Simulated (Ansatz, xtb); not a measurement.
# Ligand exchange: SnH3(NH2) + CH4S → SnH3(SH) + CH5N

Species: SnH3(NH2), singlet; CH4S (methanethiol) `CS`, singlet; SnH3(SH), singlet; CH5N (methylamine) `CN`, singlet. The partners trade NH2 for SH: Sn–NH2 and C–SH bonds give way to Sn–SH and C–NH2.

Shapes, held fixed at every level: PBE0-D4/def2-TZVP. Programs: Ansatz 0.2.0, xtb 6.7.1. The zero-point and thermal change to 298 K, harmonic and unscaled (PBE0-D4/def2-TZVP), is +5.1 kJ/mol.

```csv
level,kind,ΔH(298 K) (kJ/mol),less CCSD(T)/def2-TZVPP,CPU time (sum over the molecules)
GFN1-xTB,semi-empirical,-86.1,-51.9,0.15 s
SPW92/def2-TZVPP,LDA,-41.1,-6.9,4.8 s
BHLYP-D4/def2-TZVPP,global hybrid,-42.8,-8.6,10 s
PBE0-D4/def2-TZVPP,global hybrid,-42.1,-7.9,9.9 s
B2PLYP/def2-TZVPP,double hybrid,-36.0,-1.8,17 s
MP2/def2-SVP,perturbation theory,-47.4,-13.2,–
CCSD(T)/def2-SVP,coupled cluster or CI,-50.5,-16.3,7.2 s
CCSD(T)/def2-TZVPP,coupled cluster or CI,-34.2,0.0,97 s
```

The highest level, CCSD(T)/def2-TZVPP, gives ΔH(298 K) = -34.2 kJ/mol; the levels span -86.1 to -34.2. The column of differences is taken from that level and isn't an error. No measured value is set beside it here. For atoms past krypton def2 sets carry core potentials with scalar relativity. Correlated rows may include outer-core shells of Sn, which these sets cover unevenly. Times are processor times on shared x86 and Arm servers, and rough.

Every level makes the exchange exothermic, so the preference for sulfur on tin and nitrogen on carbon doesn't depend on the method, though its size does. The pairing follows from orbital match. Carbon and nitrogen both bond through compact 2p orbitals that overlap well, whereas tin's diffuse 5p orbitals gain less from nitrogen and are better suited to the larger, more polarisable sulfur. The polarity of the Sn–N bond evidently doesn't make up for the strong C–N bond that is forgone.

Because the number of bonds of each broad kind is conserved, much of the error should cancel, which probably explains why even the LDA lies close to the hybrids. The basis set matters more than the treatment of correlation beyond MP2: in the smaller set MP2 and CCSD(T) nearly agree, while enlarging it moves CCSD(T) from -50.5 to -34.2 kJ/mol. The sign is therefore better supported than the exact magnitude, and a favourable enthalpy says nothing about the barrier to cleaving the C–S bond.
